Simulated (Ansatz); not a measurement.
Ligand exchange: SnH2(CH3)2 + SiH2(SiH3)Cl → SnH2(CH3)(SiH3) + SiH2(CH3)Cl

Species: SnH2(CH3)2, singlet; SiH2(SiH3)Cl, singlet; SnH2(CH3)(SiH3), singlet; SiH2(CH3)Cl ((chlorosilyl)methane), singlet. The partners trade CH3 for SiH3: Sn–CH3 and Si–SiH3 bonds give way to Sn–SiH3 and Si–CH3.

Shapes, held fixed at every level: PBE0-D4/def2-TZVP. Programs: Ansatz 0.2.0. The zero-point and thermal change to 298 K, harmonic and unscaled (PBE0-D4/def2-TZVP), is +1.3 kJ/mol.

| level | kind | ΔH(298 K) (kJ/mol) | less CCSD(T)/def2-TZVPP |
| --- | --- | --- | --- |
| HF/def2-TZVPP | Hartree–Fock | -54.1 | -5.8 |
| r2SCAN-D4/def2-TZVPP | meta-GGA | -53.2 | -4.9 |
| B3LYP-D4/def2-TZVPP | global hybrid | -51.3 | -3.0 |
| PBE0-D4/def2-TZVPP | global hybrid | -51.4 | -3.1 |
| r2SCAN0-D4/def2-TZVPP | global hybrid | -55.1 | -6.8 |
| B2PLYP/def2-TZVPP | double hybrid | -51.7 | -3.4 |
| CCSD(T)/def2-SVP | coupled cluster or CI | -54.0 | -5.7 |
| CCSD(T)/def2-TZVPP | coupled cluster or CI | -48.3 | 0.0 |

The highest level, CCSD(T)/def2-TZVPP, gives ΔH(298 K) = -48.3 kJ/mol; the levels span -55.1 to -48.3. The column of differences is taken from that level and isn't an error. No measured value is set beside it here. For atoms past krypton def2 sets carry core potentials with scalar relativity. Correlated rows may include outer-core shells of Sn, which these sets cover unevenly.

The exchange is clearly exothermic at every level, -48.3 kJ/mol at the highest, so methyl prefers silicon and silyl is left to tin. The main reason is probably the gain from replacing Sn–C with Si–C. Carbon's compact valence orbitals overlap much better with silicon 3p than with the more diffuse tin 5p, whereas the already long, soft bond to a silyl group loses less when silicon gives way to tin. Chlorine on the receiving silicon may add to the preference, since it makes that centre more positive and favours the more electronegative carbon ligand over silyl.

Hartree–Fock already gives -54.1 kJ/mol, so the driving force doesn't depend on electron correlation. Enlarging the coupled-cluster basis moves the result from -54.0 to -48.3 kJ/mol, a shift comparable to the spread among methods. The sign and approximate size are therefore well supported, but a ranking of the functionals by a few kJ/mol is not. The exothermicity says nothing about the barrier to exchange.
